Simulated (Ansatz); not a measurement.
## Redistribution: GeH3Br + GeH2(CH3)(SH) → GeH3(SH) + GeH2(CH3)Br

Species: GeH3Br `[GeH3][Br]`, singlet; GeH2(CH3)(SH), singlet; GeH3(SH), singlet; GeH2(CH3)Br, singlet. The partners trade Br for SH; both sit on Ge, so the bond types are kept.

Shapes, held fixed at every level: PBE0-D4/def2-TZVP. Flexible molecules stand in one conformer, not always the lowest. Programs: Ansatz 0.2.0. The zero-point and thermal change to 298 K, harmonic and unscaled (PBE0-D4/def2-TZVP), is 0.0 kJ/mol.

Q: Estimate ΔH(298 K) of this reaction.

A: The highest level, CCSD(T)/def2-TZVPP, gives ΔH(298 K) = -4.1 kJ/mol; the levels span -4.2 to -3.6. The column of differences is taken from that level and isn't an error. No measured value is set beside it here. Relativity is left out for Br, Ge unless named. Correlated rows may include outer-core shells of Br, Ge, which these sets cover unevenly.

| level | kind | ΔH(298 K) (kJ/mol) | less CCSD(T)/def2-TZVPP |
| --- | --- | --- | --- |
| HF/def2-SVP | Hartree–Fock | -3.6 | +0.5 |
| HF/def2-TZVPP | Hartree–Fock | -4.0 | +0.1 |
| BHLYP-D4/def2-TZVPP | global hybrid | -4.0 | +0.1 |
| PBE0-D4/def2-TZVPP | global hybrid | -4.0 | +0.1 |
| wB97M-V/def2-TZVPP | range-separated hybrid | -4.2 | -0.1 |
| MP2/def2-TZVPP | perturbation theory | -4.1 | 0.0 |
| CCSD/def2-SVP | coupled cluster or CI | -4.0 | +0.1 |
| CCSD(T)/def2-TZVPP | coupled cluster or CI | -4.1 | 0.0 |

The exchange is mildly exothermic at every level, so methyl substitution on germanium favours bromide over thiolate slightly more than hydrogen does. Because the bond types are conserved, the strengths of the Ge–Br and Ge–S bonds largely cancel, leaving mainly the difference in how each responds to the methyl group. The likely cause is inductive and hyperconjugative: methyl is a better donor and more polarisable than hydrogen, and it better stabilises the more positive germanium centre created by the more electronegative bromine. Hartree–Fock already gives -4.0 kJ/mol with the larger basis, close to the coupled-cluster value of -4.1 kJ/mol, which suggests that the preference is mainly electrostatic and orbital in origin, with little net contribution from correlation or dispersion. The vanishing zero-point and thermal change likewise places the preference in the electronic energy. The result supports a small substituent effect on the relative affinity of germanium for the two groups, but says nothing about the absolute strength of either bond or the rate of exchange.
